Dear colleague,

A chain above its Peierls transition has no long-range charge-density wave, yet its soft $2k_F$ phonons already backscatter the electrons and remove states from the Fermi level. Two closed formulas describe this pseudogap. One, due to Lee, Rice and Anderson (1973; LRA below), keeps the lowest-order self-energy at finite correlation length. The other, due to Sadovskii (1974), is exact for Gaussian fluctuations of infinite correlation length. I derive both from one model, compute the first term that LRA omits, and put in numbers for photoemission of (TaSe$_4$)$_2$I at 300 K.

\section*{1. Premises and conventions}

(P1) One chain of length $L$ carries non-interacting electrons. Energies $E$ are counted from the chemical potential $\mu$, and the band is linearised at $\pm k_F$ with velocity $v_F$ and no cut-off.

(P2) The lattice is static and classical. The phonons near $2k_F$ are slow compared with every electronic time in the problem, so we solve the electrons in a frozen distortion and then average over distortions, written $\langle\dots\rangle$.

(P3) The distortion acts through the real potential $V(x)=\Delta(x)e^{2ik_Fx}+\Delta^*(x)e^{-2ik_Fx}$. The complex field $\Delta$ (in joule) is the electron-phonon coupling times the slowly varying displacement amplitude.

(P4) The wave vector $2k_F$ is incommensurate, so a rigid shift of the pattern, $\Delta\to\Delta e^{i\theta}$, costs nothing. Averaging over $\theta$ gives $\langle\Delta\rangle=0$ and $\langle\Delta\Delta\rangle=0$. The surviving correlator is taken as
\begin{equation}\label{corr}
\langle\Delta(x)\Delta^*(0)\rangle=D^2e^{-|x|/\xi}=D^2\int dq\,S(q)e^{iqx},\qquad S(q)=\frac{1}{\pi}\frac{\xi}{1+q^2\xi^2}.
\end{equation}
Thus $D^2=\langle|\Delta|^2\rangle$, and a uniform $\Delta$ of modulus $D$ would open a full gap $2D$.

The form \eqref{corr} follows from a quadratic free energy $\mathcal F=\int dx\,(a|\Delta|^2+c|\partial_x\Delta|^2)$ with $a,c>0$. With $\Delta(x)=\sum_q\Delta_qe^{iqx}$ one has $\mathcal F=L\sum_q(a+cq^2)|\Delta_q|^2$, and the Boltzmann weight gives each complex amplitude $\langle|\Delta_q|^2\rangle=k_BT/[L(a+cq^2)]$. Replacing $\sum_q$ by $(L/2\pi)\int dq$ reproduces \eqref{corr} with $\xi=\sqrt{c/a}$ and $D^2=k_BT/(2\sqrt{ac})$. That weight is Gaussian. I call Gaussian statistics premise (P5) and say each time it is used. From here on $D$ and $\xi$ are inputs, and $\langle\Delta_q\Delta_{q'}^*\rangle=\delta_{qq'}(2\pi/L)D^2S(q)$.

Write $\psi=e^{ik_Fx}\psi_R+e^{-ik_Fx}\psi_L$. The term $\Delta e^{2ik_Fx}$ carries $\psi_L$ into the right-moving branch and its conjugate does the reverse; the products at $\pm3k_F$ lie an energy of band order away and are dropped. Then
\begin{equation}\label{H}
H=\begin{pmatrix}-i\hbar v_F\partial_x&\Delta(x)\\ \Delta^*(x)&+i\hbar v_F\partial_x\end{pmatrix}.
\end{equation}
With $k$ counted from the respective Fermi point and $\epsilon=\hbar v_Fk$, a right mover has energy $+\epsilon$ and a left mover $-\epsilon$. This is perfect nesting. The retarded bare propagators, with $z=E+i\eta$ and $\eta\to0^+$, are $g_R=1/(z-\epsilon)$ and $g_L=1/(z+\epsilon)$. Let $G(\epsilon,z)$ be the $RR$ element of $\langle(z-H)^{-1}\rangle$, which the average makes diagonal in $k$, and $A=-\pi^{-1}\mathrm{Im}\,G$. The $LL$ element is $G(-\epsilon,z)$, since the statistics are unchanged by $x\to-x$, $\Delta\to\Delta^*$. The two branches contribute equally to the density of states per spin and per length:
\begin{equation}\label{N}
N(E)=2\int\frac{dk}{2\pi}A=N_0\int_{-\infty}^{\infty}d\epsilon\,A(\epsilon,E),\qquad N_0=\frac{1}{\pi\hbar v_F}.
\end{equation}

\section*{2. The LRA self-energy}

Expand $(z-H)^{-1}$ in $\Delta$. Each vertex changes the branch, so the $RR$ element has even orders only, with $\Delta^*$ and $\Delta$ alternating. At second order the electron leaves $(R,k)$ for $(L,k-q)$ through $\Delta_q^*$ and returns through $\Delta_q$. Define $\Sigma$ by $G=1/(z-\epsilon-\Sigma)$, and set $\epsilon'=\epsilon-\hbar v_Fq$. Then
\begin{equation}\label{S1a}
\Sigma_1=D^2\int d\epsilon'\,\frac{\mathcal L(\epsilon'-\epsilon)}{z+\epsilon'},\qquad \mathcal L(y)=\frac{1}{\pi}\frac{\Gamma}{y^2+\Gamma^2},\qquad\Gamma=\frac{\hbar v_F}{\xi}.
\end{equation}
Use $\mathcal L(y)=(2\pi i)^{-1}[(y-i\Gamma)^{-1}-(y+i\Gamma)^{-1}]$. The factor $1/(z+\epsilon')$ has its pole at $\epsilon'=-z$, below the real axis, and the integrand falls as $\epsilon'^{-3}$. Closing above picks the single pole $\epsilon'=\epsilon+i\Gamma$:
\begin{equation}\label{S1}
\Sigma_1=\frac{D^2}{z+\epsilon+i\Gamma}.
\end{equation}
Only \eqref{corr} entered, not (P5). The LRA approximation is $\Sigma=\Sigma_1$, with the bare propagator inside:
\begin{equation}\label{GL}
G_{\rm LRA}=\frac{z+\epsilon+i\Gamma}{(z-\epsilon)(z+\epsilon+i\Gamma)-D^2}.
\end{equation}
For $\eta\to0$ the denominator is $(E^2-\epsilon^2-D^2)+i\Gamma(E-\epsilon)$. Multiplying the numerator by its conjugate leaves the imaginary part $\Gamma(E^2-\epsilon^2-D^2)-\Gamma(E^2-\epsilon^2)=-\Gamma D^2$, so
\begin{equation}\label{AL}
A_{\rm LRA}=\frac{1}{\pi}\,\frac{\Gamma D^2}{(E^2-\epsilon^2-D^2)^2+\Gamma^2(E-\epsilon)^2}.
\end{equation}
At $k_F$ the denominator is $(E^2-D^2)^2+\Gamma^2E^2$, whose derivative with respect to $E^2$ vanishes at $E^2=D^2-\Gamma^2/2$. For $\Gamma<\sqrt2D$ the line at $k_F$ is therefore split into two peaks. The denominator equals $D^4$ at $E=0$ and $\Gamma^2(D^2-\Gamma^2/4)$ at the peaks, which gives
\begin{equation}\label{peak}
E_{\rm p}=\pm\sqrt{D^2-\Gamma^2/2},\qquad\frac{A(0,0)}{A(0,E_{\rm p})}=\gamma^2\Big(1-\frac{\gamma^2}{4}\Big),\qquad\gamma=\frac{\Gamma}{D}.
\end{equation}

\section*{3. The LRA density of states}

Symmetrise \eqref{GL} with $s=z+i\Gamma/2$ and $u=\epsilon+i\Gamma/2$. Then $z-\epsilon=s-u$ and $z+\epsilon+i\Gamma=s+u$. With $\rho^2=s^2-D^2$ the partial fractions are
\begin{equation}\label{pf}
G_{\rm LRA}=\frac{s+u}{\rho^2-u^2}=-\frac{\tfrac12(1+s/\rho)}{\epsilon-\epsilon_+}-\frac{\tfrac12(1-s/\rho)}{\epsilon-\epsilon_-},\qquad\epsilon_\pm=\pm\rho-\frac{i\Gamma}{2}.
\end{equation}
We need the half-plane of each pole. For real $\epsilon$, $\mathrm{Im}\,\Sigma_1\le0$, so $\mathrm{Im}(z-\epsilon-\Sigma_1)\ge\eta>0$ and no pole can lie on the real axis for any $D$. At $D=0$ the choice $\rho=s$ gives $\epsilon_+=z$ above the axis and $\epsilon_-=-z-i\Gamma$ below it. The roots move continuously with $D$ and cannot cross, so one stays on each side. The upper one has $\mathrm{Im}\,\rho>\Gamma/2$, which fixes the branch as $\mathrm{Im}\,\rho>0$.

Over a symmetric interval $(-\Lambda,\Lambda)$ with $\Lambda\to\infty$, $\int d\epsilon/(\epsilon-\epsilon_0)=\ln[(\Lambda-\epsilon_0)/(-\Lambda-\epsilon_0)]$ tends to $+i\pi$ for a pole above the axis and $-i\pi$ for one below. An unsymmetric cut-off would add to $\int G\,d\epsilon$ a real constant times the sum of the two weights, which is 1, and would leave $N$ unchanged. Hence $\int G\,d\epsilon=-i\pi s/\rho$, and \eqref{N} gives
\begin{equation}\label{NL}
\frac{N_{\rm LRA}(E)}{N_0}=\mathrm{Re}\frac{s}{\sqrt{s^2-D^2}}=\mathrm{Re}\frac{2E+i\Gamma}{\sqrt{(2E+i\Gamma)^2-4D^2}},
\end{equation}
the root having positive imaginary part. Only half of $\Gamma$ appears in $s$, because only the intermediate state is damped. Under $E\to-E$, $s\to-s^*$ and $\rho\to-\rho^*$, so $N$ is even in $E$. At $E=0$ the root is $i\sqrt{\Gamma^2+4D^2}$ and
\begin{equation}\label{N0}
\frac{N_{\rm LRA}(0)}{N_0}=\frac{\Gamma}{\sqrt{\Gamma^2+4D^2}}.
\end{equation}
For $\Gamma\to0$, \eqref{NL} becomes the Peierls result, $|E|/\sqrt{E^2-D^2}$ for $|E|>D$ and zero inside. States are conserved: $d\rho/dE=s/\rho$, $\rho$ is imaginary at $E=0$, and $\mathrm{Re}\,\rho-E\to0$ at large $E$, so $\int_0^\infty(N-N_0)\,dE=0$. The expansion in $D$ will be needed:
\begin{equation}\label{exp}
\frac{N_{\rm LRA}}{N_0}=1+\mathrm{Re}\frac{2D^2}{(2E+i\Gamma)^2}+\mathrm{Re}\frac{6D^4}{(2E+i\Gamma)^4}+\dots
\end{equation}

\section*{4. Infinite correlation length: the Sadovskii sum}

For $\xi\to\infty$, $S(q)\to\delta(q)$ and each member of the ensemble has a uniform $\Delta$. Every scattering then returns to the same $k$, and the term of order $2n$ is $g_R(g_Lg_R)^n\langle|\Delta|^{2n}\rangle$. Under (P5) Wick's theorem pairs each of the $n$ factors $\Delta$ with one of the $n$ factors $\Delta^*$, in $n!$ ways, pairings of like factors being zero by (P4):
\begin{equation}\label{ser}
G_{\rm S}\sim\sum_{n=0}^\infty\frac{n!\,D^{2n}}{(z-\epsilon)^{n+1}(z+\epsilon)^n}.
\end{equation}
At $\Gamma=0$, \eqref{GL} is the same series with $n!$ replaced by 1. The series \eqref{ser} diverges for every $z$, so its sum must be defined, and the model does that for us. For uniform $\Delta$, \eqref{H} is a $2\times2$ matrix at each $k$, and inversion gives exactly
\begin{equation}\label{G2}
[(z-H)^{-1}]_{RR}=\frac{z+\epsilon}{z^2-\epsilon^2-|\Delta|^2}.
\end{equation}
Its modulus is at most $1/\eta$, $H$ being Hermitian, so the average exists. A complex Gaussian variable with $\langle\Delta\Delta\rangle=0$ has density $e^{-|\Delta|^2/D^2}/(\pi D^2)$ in the complex plane. In polar coordinates $\zeta=|\Delta|^2/D^2$ has density $e^{-\zeta}$ on $(0,\infty)$, and
\begin{equation}\label{GS}
G_{\rm S}=\int_0^\infty d\zeta\,e^{-\zeta}\frac{z+\epsilon}{z^2-\epsilon^2-\zeta D^2}.
\end{equation}
Expanding the integrand in $\zeta D^2$ and using $\int_0^\infty\zeta^ne^{-\zeta}d\zeta=n!$ recovers \eqref{ser} term by term. So \eqref{GS} is the Borel sum of the full series, and \eqref{ser} is its asymptotic expansion.

Since $z^2=E^2+i0\,\mathrm{sgn}E$, the imaginary part of the integrand is $-\pi(E+\epsilon)\,\mathrm{sgn}E\,\delta(E^2-\epsilon^2-\zeta D^2)$. The delta function requires $|E|>|\epsilon|$, where $(E+\epsilon)\,\mathrm{sgn}E=|E|+\epsilon\,\mathrm{sgn}E>0$. Doing the $\zeta$ integral,
\begin{equation}\label{AS}
A_{\rm S}=\frac{|E|+\epsilon\,\mathrm{sgn}E}{D^2}\,e^{-(E^2-\epsilon^2)/D^2}\,\Theta(E^2-\epsilon^2).
\end{equation}
At $k_F$ this is $(|E|/D^2)e^{-E^2/D^2}$, which integrates to 1, vanishes linearly at $\mu$ and peaks at $|E|=D/\sqrt2$. In \eqref{N} the term odd in $\epsilon$ drops out over $(-|E|,|E|)$. With $x=|E|/D$ and $t=\epsilon/D$,
\begin{equation}\label{NS}
\frac{N_{\rm S}(E)}{N_0}=2x\,e^{-x^2}\int_0^xe^{t^2}dt=2x\,\mathrm{Daw}(x),
\end{equation}
which also defines the Dawson function. The other order of integration agrees: averaging the Peierls density of states gives $x\int_0^{x^2}d\zeta\,e^{-\zeta}/\sqrt{x^2-\zeta}$, and $\zeta=x^2-t^2$ turns this into \eqref{NS}.

Differentiating the definition gives $\mathrm{Daw}'=1-2x\,\mathrm{Daw}$, and four properties follow.

(a) Inserting a power series gives $\mathrm{Daw}=x-\tfrac23x^3+\dots$, so $N_{\rm S}/N_0=2x^2-\tfrac43x^4+\dots$ The leading term has a plain meaning. A state at $E$ exists only where $|\Delta|<|E|$, which has probability $x^2$ for small $x$. There $y=|\Delta|^2/E^2$ is uniform on $(0,1)$, and the mean enhancement is $\int_0^1dy/\sqrt{1-y}=2$.

(b) Inserting inverse powers gives $N_{\rm S}/N_0\sim1+1/(2x^2)+3/(4x^4)$. The last term is twice that of \eqref{exp} at $\Gamma=0$, which is the $2!$ of \eqref{ser}.

(c) $\int_0^X(N_{\rm S}/N_0-1)\,dx=-\mathrm{Daw}(X)\to0$, so states are conserved. The deficit is largest where $N_{\rm S}=N_0$, at $x=0.92$, and amounts to $0.54\,N_0D$ on each side of $\mu$.

(d) The square-root singularity is gone. A broad maximum of height $1.28\,N_0$ sits at $x=1.50$.

The $x^2$ law depends on (P4). In a half-filled chain $2k_F$ and $-2k_F$ are equivalent and $\Delta$ can be taken real. A real Gaussian $\Delta$ of variance $D^2$ gives, with $\Delta=|E|\sin\phi$ in the average of the Peierls form,
\begin{equation}\label{com}
\frac{N}{N_0}=\frac{x}{\sqrt{2\pi}}\int_{-\pi/2}^{\pi/2}e^{-x^2\sin^2\phi/2}d\phi=\sqrt{\frac{\pi}{2}}\,x\,e^{-x^2/4}I_0\Big(\frac{x^2}{4}\Big),
\end{equation}
with $I_0$ the modified Bessel function, which is linear at small $x$.

\section*{5. What LRA leaves out}

Take (P5) at finite $\xi$. At fourth order the vertices read $\Delta^*_1\Delta_2\Delta^*_3\Delta_4$ along the electron line. The pairing (12)(34) is $g_R^3\Sigma_1^2$ and is contained in \eqref{GL}. The crossed pairing (13)(24) vanishes by (P4). The nested pairing (14)(23) inserts into \eqref{S1a} the self-energy of the left mover, which is \eqref{S1} with $\epsilon\to-\epsilon'$:
\begin{equation}\label{S2a}
\Sigma_2=D^4\int d\epsilon'\,\frac{\mathcal L(\epsilon'-\epsilon)}{(z+\epsilon')^2(z-\epsilon'+i\Gamma)}.
\end{equation}
Above the axis there are now two poles. At $\epsilon'=\epsilon+i\Gamma$ the contribution is $1/[(z+\epsilon+i\Gamma)^2(z-\epsilon)]$. At $\epsilon'=z+i\Gamma$ the last factor has residue $-1$, and $\mathcal L=\Gamma/[\pi(z-\epsilon)(z-\epsilon+2i\Gamma)]$ there. Together,
\begin{equation}\label{S2}
\Sigma_2=\frac{D^4}{z-\epsilon}\left[\frac{1}{(z+\epsilon+i\Gamma)^2}-\frac{2i\Gamma}{(z-\epsilon+2i\Gamma)(2z+i\Gamma)^2}\right].
\end{equation}
The change of $N$ at this order is $-\pi^{-1}N_0\,\mathrm{Im}\int d\epsilon\,g_R^2\Sigma_2$. Close below the axis. The second term has poles only at $\epsilon=z$ and $z+2i\Gamma$, both above, and gives nothing. The first has a double pole at $\epsilon=-z-i\Gamma$ with residue $D^4\,\partial_\epsilon(z-\epsilon)^{-3}=3D^4/(2z+i\Gamma)^4$. The clockwise contour supplies $-2\pi i$, so
\begin{equation}\label{dN}
\frac{\delta N}{N_0}=\mathrm{Re}\frac{6D^4}{(2E+i\Gamma)^4},\qquad r(E)=\frac{6D^4/|2E+i\Gamma|^4}{2D^2/|2E+i\Gamma|^2}=\frac{3D^2}{4E^2+\Gamma^2}.
\end{equation}
The omitted term equals the fourth-order term that LRA keeps in \eqref{exp}, at any $\xi$. For Gaussian fluctuations $N(0)/N_0=1-2/\gamma^2+12/\gamma^4-\dots$, where \eqref{N0} has $6/\gamma^4$. The ratio $r$ of the omitted term to the leading one, in modulus, measures the reliability of LRA.

\section*{6. Range of validity}

LRA is correct to order $D^2$ for any statistics obeying \eqref{corr}. For Gaussian fluctuations it is controlled when $r\ll1$, that is for short $\xi$ or for $|E|\gg D$. It is also exact at $\xi=\infty$ if $|\Delta|=D$ is fixed and only the phase is random, since \eqref{G2} then needs no average. A deep pseudogap from \eqref{N0} needs $\Gamma\ll2D$, where $r(0)\gg1$. The value $\Gamma/2D$ found there is an interpolation and not a controlled result.

The Sadovskii formula is exact for (P1)--(P5) at $\Gamma=0$. For $|E|\gg D$, where the expansion in $D$ is useful, the effect of a finite $\Gamma$ can be read from the exact $D^2$ term of \eqref{exp}, which is its $\Gamma=0$ value times
\begin{equation}\label{b}
b(E)=\frac{1-\Gamma^2/4E^2}{(1+\Gamma^2/4E^2)^2}.
\end{equation}
This is near 1 for $|E|\gg\Gamma/2$. Inside the pseudogap the expansion in $D$ fails, $b$ says nothing, and a separate estimate is needed. By \eqref{corr}, $\langle|\Delta(l)-\Delta(0)|^2\rangle=2D^2(1-e^{-l/\xi})\approx2D^2l/\xi$ for $l\ll\xi$. A region with $|\Delta|<|E|$, which carries the states counted in (a) of Section 4, therefore has a length of order $\xi E^2/D^2$. It acts as uniform only if this exceeds $\hbar v_F/|E|=\xi\Gamma/|E|$, the length over which a state of energy $E$ samples the field. The two lengths are equal at
\begin{equation}\label{Estar}
E^*=(D^2\Gamma)^{1/3}=D\gamma^{1/3},
\end{equation}
which for $\gamma\ll1$ lies far above $\Gamma$. The $2x^2$ law thus needs $E^*\ll|E|\ll D$. Below $E^*$ the same estimate suggests that $N/N_0$ levels off at order $(E^*/D)^2=\gamma^{2/3}$, with a prefactor that it does not fix. The zero at $\mu$ never lies in the controlled range and belongs to $\Gamma=0$ alone. Gaussian statistics also presume $a>0$ with a small quartic term, which holds above the mean-field transition temperature $T_{\rm MF}$. Far below it the modulus concentrates near the minimum of the free energy, and small $|\Delta|$ are rarer than $e^{-\zeta}$ says.

Both formulas need $D,\Gamma,|E|\ll\hbar v_Fk_F$ for (P1) and (P3). They need phonon energies $\hbar\Omega$ below $k_BT$, and they cannot resolve structure finer than $\hbar\Omega$. They need an interchain hopping small against the energy at which $N$ is read, and a temperature above the three-dimensional critical region. Electron-electron interaction, impurities and the dressing of the electron by dynamic phonons are absent.

\section*{7. Numbers for (TaSe$_4$)$_2$I at 300 K}

The inputs are typical or assumed values. The transition is typically near 263 K. I take $D=0.12$ eV, about half of a typical low-temperature transport gap of roughly 0.25 eV; $v_F\approx5\times10^5$ m/s; a Ta spacing $d\approx0.32$ nm with a nominally quarter-filled band, $k_F=\pi/4d$; and an assumed $\xi=5$ nm along the chain. At quarter filling $2k_F$ and $-2k_F$ are not equivalent on the Ta chain, so the complex field applies. Then
\begin{equation}
D=1.92\times10^{-20}\,\mathrm{J},\quad\Gamma=1.05\times10^{-20}\,\mathrm{J}\ (66\ \mathrm{meV}),\quad k_BT=4.14\times10^{-21}\,\mathrm{J}\ (26\ \mathrm{meV}),
\end{equation}
and $\gamma=0.55$, carried unrounded below. Further, $k_F=2.5\times10^9$ m$^{-1}$, $\hbar v_Fk_F=0.81$ eV and $D/\hbar v_Fk_F=0.15$. Band curvature may thus enter at up to about 15 per cent, so the second decimal below describes the formulas only. A soft-phonon energy of order 10 meV, again typical, lies below $k_BT$ and $\Gamma$ and sets the finest meaningful energy scale.

In the sudden approximation with a constant matrix element and no broadening, the angle-resolved intensity is proportional to $A f$ and the angle-integrated one to $Nf$, with $f=1/(e^{E/k_BT}+1)$. As $N$ is even and $f(E)+f(-E)=1$, adding a spectrum to its mirror image about $\mu$ returns $N$ itself. On the occupied side, from \eqref{NL} and \eqref{NS}:

\begin{center}
\begin{tabular}{ccccccc}
$-E$ (meV)&$x$&$f$&$N_{\rm LRA}/N_0$&$N_{\rm S}/N_0$&$N_{\rm LRA}f/N_0$&$N_{\rm S}f/N_0$\\\hline
0&0&0.50&0.26&0&0.13&0\\
30&0.25&0.76&0.29&0.12&0.22&0.09\\
60&0.5&0.91&0.38&0.42&0.34&0.39\\
120&1&0.99&1.16&1.08&1.15&1.07\\
180&1.5&1.00&1.26&1.28&1.26&1.28\\
240&2&1.00&1.14&1.21&1.14&1.21
\end{tabular}
\end{center}

The LRA maximum is 1.35 near $x=1.2$, and the Sadovskii maximum lies at 0.18 eV. Doubling $\xi$ to 10 nm lowers $N_{\rm LRA}(0)/N_0$ to 0.14. At $k_F$, \eqref{peak} puts the LRA peak of $A$ at 0.11 eV with $A(0,0)/A(0,E_{\rm p})=0.28$. The Fermi factors, 0.50 at $\mu$ and 0.99 at the peak, reduce this to an intensity ratio of 0.14. The peak of \eqref{AS} lies at 0.085 eV.

Now the neglected terms. For Gaussian statistics $r=10$ at $\mu$, 0.70 at $|E|=D$ and 0.18 at $2D$, so the LRA entries are uncontrolled throughout the pseudogap. For the Sadovskii column \eqref{Estar} gives $E^*\approx0.8D\approx0.1$ eV. Its first three rows lie below this scale and the fourth barely above it, so it too is uncontrolled over essentially the whole pseudogap. Further out $b=0.95$ at $2D$; the value $b=0.80$ at $|E|=D$ is only indicative. The statistics are also in doubt. If $D$ is read as the zero-temperature half-gap, the standard weak-coupling relation $2D=2\pi e^{-C}k_BT_{\rm MF}=3.53\,k_BT_{\rm MF}$, with $C$ Euler's constant, gives $T_{\rm MF}\approx7.9\times10^2$ K. At 300 K the modulus is then probably closer to fixed than to Gaussian, which favours the sharper LRA edge near $D$ but does not certify \eqref{N0}. What the two columns share is a depletion to roughly $0.4N_0$ or less within $D/2$ of $\mu$ and a recovery to $N_0$ just below $D$. Since neither formula is controlled there, this agreement does not establish the depth of the depletion.

These numbers are the model's, not the material's. As typical knowledge, not as a measurement, room-temperature photoemission of this compound shows a broad maximum roughly 0.2 to 0.5 eV below $\mu$ and an intensity at $\mu$ of a few per cent of the maximum or less. The model's $k_F$ peak at 0.085 to 0.11 eV is therefore too close to $\mu$ by a factor of about two or more, and its LRA intensity ratio of 0.14 is too large several times over. Raising $D$ would move the peak but would detach it from the gap from which it was taken. The direction of the miss is what one expects if emission is accompanied by multi-phonon shake-up of a polaronic carrier, which shifts weight to higher binding energy and which premise (P2) excludes.